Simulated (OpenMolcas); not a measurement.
**Exact exchange and the vertical energy of the triplet above the singlet of GaNH2F2**

GaNH2F2: 6 atoms, total charge 0, spin state singlet. SMILES: `[NH2][Ga]([F])[F]`. The coordinates come from a PBE0-D4/def2-TZVP relaxation.

The vertical energy of the triplet above the singlet y, in eV, basis cc-pVDZ; a is the functional's share of exact exchange. Programs: OpenMolcas 26.06.

```
functional     program     a  y (eV)
      BLYP  OpenMolcas     0    4.92
       PBE  OpenMolcas     0    5.00
     B3LYP  OpenMolcas   0.2    5.15
      PBE0  OpenMolcas  0.25       ?
     BHLYP  OpenMolcas   0.5    5.22
```

Q: Fit y = c + s·a to the known rows and predict PBE0.

A: 
1. Means of the 4 rows: a = 0.1750, y = 5.072.
2. Σ(Δa)² = 0.1675, Σ(Δa·Δy) = 0.08925, so the slope is 0.08925/0.1675 = 0.53284.
3. Intercept: 5.072 − (0.53284) × 0.1750 = 4.979. The largest residual of the fit is 0.064.
4. PBE0: 4.979 + (0.53284) × 0.25 = 5.11 eV.

The run gave 5.21 eV, so the prediction is off by -0.10 eV, more than the largest residual. The rows mix families of semi-local functionals, which the line can't see.

The vertical triplet lies about 5 eV above the singlet with every functional, and the gap rises with exact exchange, though not at a constant rate. Most of the rise from BLYP to BHLYP is already present at B3LYP, and PBE0 at 5.21 eV practically matches BHLYP at 5.22 eV with half the exact exchange. The missed prediction therefore probably reflects curvature as well as the offset between functionals, and the fitted slope is not a pure response to exchange.

The excitation probably moves an electron from the nitrogen lone pair into an empty orbital with Ga 4s/4p and Ga–ligand antibonding character. Exact exchange tends to widen the separation between such donor and acceptor levels, but it also favours the parallel spins of the triplet. Partial cancellation of these effects would explain the modest, flattening rise. The large gap fits a closed-shell Ga(III) amide with no low-lying triplet at this geometry, but it doesn't give the adiabatic gap, since the triplet could relax substantially along the Ga–N and Ga–F coordinates.
